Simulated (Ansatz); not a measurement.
**How methods differ on [BH2F2]− (SMILES F[BH2-]F)**

[BH2F2]−: 5 atoms, total charge -1, spin state singlet. SMILES: `F[BH2-]F`. Geometry: relaxed at GFN2-xTB.

```xyz
5

F    -1.1770    0.6245    0.3832
B     0.0335    0.0143   -0.0561
F     0.4076   -0.9473    0.9267
H    -0.1719   -0.5601   -1.1189
H     0.9078    0.8687   -0.1348
```

Quantity: the energy change with the B2–H4 bond stretched from 1.225 to 1.838 Å, in eV. The values are calculated.

```tsv
level	kind	program	value (eV)	less FCI/STO-3G
SVWN5/STO-3G (restricted)	LDA	Ansatz	1.70	-0.29
BLYP/STO-3G (restricted)	GGA	Ansatz	1.45	-0.54
revPBE/STO-3G (restricted)	GGA	Ansatz	1.49	-0.50
r2SCAN/STO-3G (restricted)	meta-GGA	Ansatz	1.75	-0.24
wB97M-V/STO-3G (restricted)	range-separated hybrid	Ansatz	1.95	-0.04
MP2/STO-3G (restricted)	perturbation theory	Ansatz	2.20	+0.21
CCSD(T)/STO-3G (restricted)	coupled cluster or CI	Ansatz	1.99	0.00
CCSDTQ/STO-3G (restricted)	coupled cluster or CI	Ansatz	1.99	0.00
FCI/STO-3G	exact in the basis	Ansatz	1.99	0.00
```

FCI/STO-3G is exact within its basis and frozen core, so for wave-function methods in that basis the difference is their error; functionals converge differently with the basis, so for them it is only a difference. Sets without diffuse functions describe the anion poorly. The first shape isn't each level's own minimum. The values span 1.45 to 2.20 eV. All rows use very small basis sets, so none should be taken for the real molecule's value.

Stretching the B–H bond costs energy at every level because the overlap between boron's sp-type hybrid and hydrogen 1s falls, weakening the σ bond. The σ–σ* gap narrows at the same time, so left–right correlation grows and offsets part of the cost. MP2 overshoots FCI by 0.21 eV, probably because second-order theory captures too little of this growth in correlation. CCSD(T) matches both CCSDTQ and FCI at the printed precision, which suggests that the stretched bond is still described well from a single reference determinant.

All the density functionals give a softer stretch than FCI, but their order doesn't simply follow the rungs of functional design: both GGAs lie below the LDA, while r2SCAN lies slightly above it and wB97M-V comes closest to FCI. The agreement of CCSD(T) with FCI can't be carried over to full dissociation, where the σ and σ* orbitals become nearly degenerate if the bond breaks homolytically, and a restricted reference can fail.
